## The question

How much energy does it take to pull a small ring molecule apart into free atoms, and can a cheap calculation give the right answer for the wrong reason? The table follows one molecule through four methods and several basis sets. The yardstick is an estimate of CCSD(T) at the basis-set limit. CCSD(T) is a coupled-cluster method with an approximate treatment of triple excitations; MP2, second-order perturbation theory, is the simpler way to treat electron correlation. The CCSD(T) limit was not extrapolated directly: it is the extrapolated MP2 limit plus the difference between CCSD(T) and MP2 in def2-TZVPP. All energies are electronic, without zero-point or spin-orbit terms, so they can't be compared directly with experiment. They hold for a single conformer, which may not be the lowest.

Electronic atomization energies (free atoms minus molecule, no zero-point or spin-orbit terms) of C3H6FNSi, SMILES NC1(F)C=C[SiH2]1, from Ansatz 0.2.0 with frozen cores at the gas-phase PBE0-D4/def2-TZVP geometry. The Hartree–Fock and MP2 limits are extrapolated from def2-TZVPP and def2-QZVPP. The CCSD and CCSD(T) limits are focal-point estimates: the MP2 limit plus the difference from MP2 in def2-TZVPP alone. Differences from CCSD(T) at the limit are differences from this estimate.

```tsv
method	basis	basis functions	atomization energy (kcal/mol)	less CCSD(T) at the limit (kcal/mol)	less the same method at the limit (kcal/mol)
HF	def2-SVP	118	789.28	-320.15	5.67
MP2	def2-SVP	118	1063.92	-45.51	-68.91
CCSD	def2-SVP	118	1032.09	-77.34	-57.17
CCSD(T)	def2-SVP	118	1046.44	-62.98	-62.98
HF	def2-TZVPP	281	781.63	-327.79	-1.98
MP2	def2-TZVPP	281	1100.48	-8.94	-32.34
CCSD	def2-TZVPP	281	1056.91	-52.51	-32.34
CCSD(T)	def2-TZVPP	281	1077.08	-32.34	-32.34
HF	def2-QZVPP	535	783.35	-326.08	-0.27
MP2	def2-QZVPP	535	1119.64	10.22	-13.19
HF	limit	n/a	783.61	-325.81	0.00
MP2	limit	n/a	1132.83	23.40	0.00
CCSD	limit	n/a	1089.26	-20.17	0.00
CCSD(T)	limit	n/a	1109.42	0.00	0.00
```

Of all rows with a finite basis, MP2 in def2-TZVPP comes closest to the yardstick: it lies only 8.9 kcal/mol below this estimated limit. CCSD(T) in the same basis lies an estimated 32.3 below. Taken at face value, the simpler method beats the better one.

## Two errors of opposite sign

The error of a row has two parts. One is the basis error, the distance of a method from its own limit. The other is the method error, the distance of that limit from the estimated CCSD(T) limit. Because of how this estimate is made, the method error of MP2 is simply its excess over CCSD(T) in def2-TZVPP. For MP2 in def2-TZVPP they are, in kcal/mol,

$$-32.34 + 23.40 = -8.94 .$$

The basis makes the atomization energy too small, and the method makes it too large. CCSD(T) in def2-TZVPP has no method error against this yardstick, so its basis error stands uncovered. That basis error is itself an estimate, equal to the one of MP2 by construction.

## How the numbers give it away

The warning signs can be seen even without the CCSD(T) limit, by changing one thing at a time. Keep MP2 and enlarge the basis to def2-QZVPP: the atomization energy rises by 19 kcal/mol. A result that still moves so far is not converged, however well it agrees with something else. The larger basis carries MP2 past the estimated CCSD(T) limit, to 10.2 above it.

Now keep the basis and change the method. MP2 lies above CCSD(T) by 17.5 kcal/mol in def2-SVP and by 23.4 in def2-TZVPP. This excess is already there in the smallest basis, where MP2 as a whole still falls far below the yardstick.

## Why a finite basis binds too weakly

Two electrons that come close to each other avoid one another, and the exact wave function has a cusp where they meet. Products of smooth orbitals imitate this cusp poorly, so correlation energy converges slowly with the size of the basis. Bonding brings more electrons close together than there were in the separate atoms. The molecule therefore loses more correlation energy than the atoms do, and the atomization energy comes out too small.

The table supports this reading. Hartree–Fock, which has no such correlation, is within 2 kcal/mol of its limit in def2-TZVPP. Of the MP2 basis error of 32.3 in that basis, 30.4 belongs to the correlation part, that is, to MP2 less Hartree–Fock. One row goes the other way: in def2-SVP, Hartree–Fock binds 5.7 kcal/mol too strongly, because this small basis raises the summed energy of the atoms more than that of the molecule. In the correlated methods the loss of correlation energy outweighs this.

## Why MP2 binds too strongly

It is tempting to say that MP2 finds too much correlation in the molecule. The total energies show the opposite. In def2-TZVPP, MP2 recovers 53 kcal/mol less correlation energy than CCSD(T) in the molecule. In the free atoms together it recovers 77 less. The atoms are thus left too high by more than the molecule is, and the difference appears as excess binding.

Theory offers a likely reason for the large shortfall in the atoms. A free carbon or silicon atom has an empty p orbital not far above its filled valence s orbital, and the pair of s electrons correlates strongly by moving into it. MP2 judges the cost of this move by differences of orbital energies, which leave out the attraction between the promoted electrons and the holes they leave behind. The cost looks too high and the gain in energy too small. In the molecule these p orbitals are taken up by bonds. The calculation gives only the sum over the atoms, so this assignment to carbon and silicon remains an argument.

## How firm is the yardstick?

The CCSD(T) limit is itself an estimate: the MP2 limit plus the difference between CCSD(T) and MP2 in def2-TZVPP. The CCSD limit is built in the same way. For this reason CCSD, CCSD(T) and MP2 have the same basis error in that basis by construction. The scheme assumes that the gap between the two methods stops changing beyond def2-TZVPP.

The same assumption can be tested one step lower. Take MP2 in def2-TZVPP and subtract the gap found in def2-SVP:

$$1100.48 - 17.48 = 1083.00 .$$

The computed CCSD(T) value, which was not used in this prediction, is 1077.08. Additivity misses by 5.9 kcal/mol here, because the gap grows with the basis.

Suppose that the gap goes on growing in proportion to the correlation part of the MP2 atomization energy. That part grows by 44.2 kcal/mol from def2-SVP to def2-TZVPP and by another 30.4 up to the limit. The yardstick would then drop by

$$5.92 \times \frac{30.37}{44.21} \approx 4.1\ \text{kcal/mol}.$$

MP2 in def2-TZVPP would lie about 5 below the new yardstick, and the MP2 limit about 27 above it. The agreement would look even better, while the method error behind it would be larger.

That the gap keeps growing is a guess, and the size of the shift depends on the rule chosen. If the gap instead approaches its limit as $X^{-3}$, where $X$ is 2, 3 or 4 for double, triple or quadruple zeta, the shift is 2.5 kcal/mol. This rule is a poor guide when it starts from def2-SVP: applied to the MP2 correlation part in the two smaller sets, it falls 6.7 short of the value computed in def2-QZVPP. The output below lists both estimates. The yardstick is thus uncertain by several kcal/mol, but neither shift removes the cancellation.

## The neighbouring ladder: CCSD

CCSD, which leaves out the triple excitations, shows what happens when the two errors have the same sign. Triple excitations stabilize the molecule more than the atoms, so CCSD binds too weakly, as a finite basis does. In def2-TZVPP the errors add up. Here too the limits are estimates: the basis error is taken over from MP2, and the method error is the gap between CCSD and CCSD(T) in this same basis.

$$-32.34 - 20.17 = -52.51 .$$

A larger basis should therefore bring CCSD closer to the estimated yardstick from below, without a crossing, though the table has no CCSD row in def2-QZVPP to test this. For MP2 the same improvement first hides the method error and then lays it bare. To guess how a method will behave along such a ladder, compare it with a better method in one and the same basis. If it binds more strongly there, good agreement in a medium basis deserves suspicion.

Numerical output:

```
MP2 less CCSD(T), both in def2-SVP (kcal/mol): 17.48
MP2 less CCSD(T), both in def2-TZVPP (kcal/mol): 23.4
growth of this gap, also the miss of additivity one step down (kcal/mol): 5.92
CCSD(T)/def2-TZVPP predicted from MP2/def2-TZVPP and the def2-SVP gap (kcal/mol): 1083
rise of MP2 from def2-TZVPP to def2-QZVPP (kcal/mol): 19.16
correlation part of the MP2 basis error in def2-TZVPP (kcal/mol): -30.37
correlation part of the MP2 basis error in def2-QZVPP (kcal/mol): -12.93
MP2 correlation part in def2-QZVPP by X^-3 from the two smaller sets, less computed (kcal/mol): -6.678
lowering of the reference if the gap goes on growing as X^-3 (kcal/mol): 2.493
lowering of the reference if the gap grows in proportion to the MP2 correlation part (kcal/mol): 4.067
error of MP2/def2-TZVPP against the reference lowered by the larger amount (kcal/mol): -4.873
error of MP2 at the limit against the reference lowered by the larger amount (kcal/mol): 27.47
correlation that MP2 misses against CCSD(T) in the molecule, def2-SVP (kcal/mol): 49.72
the same in the sum of the free atoms, def2-SVP (kcal/mol): 67.2
correlation that MP2 misses against CCSD(T) in the molecule, def2-TZVPP (kcal/mol): 53.12
the same in the sum of the free atoms, def2-TZVPP (kcal/mol): 76.52
HF atomization energy in def2-SVP less that in def2-TZVPP (kcal/mol): 7.65
```
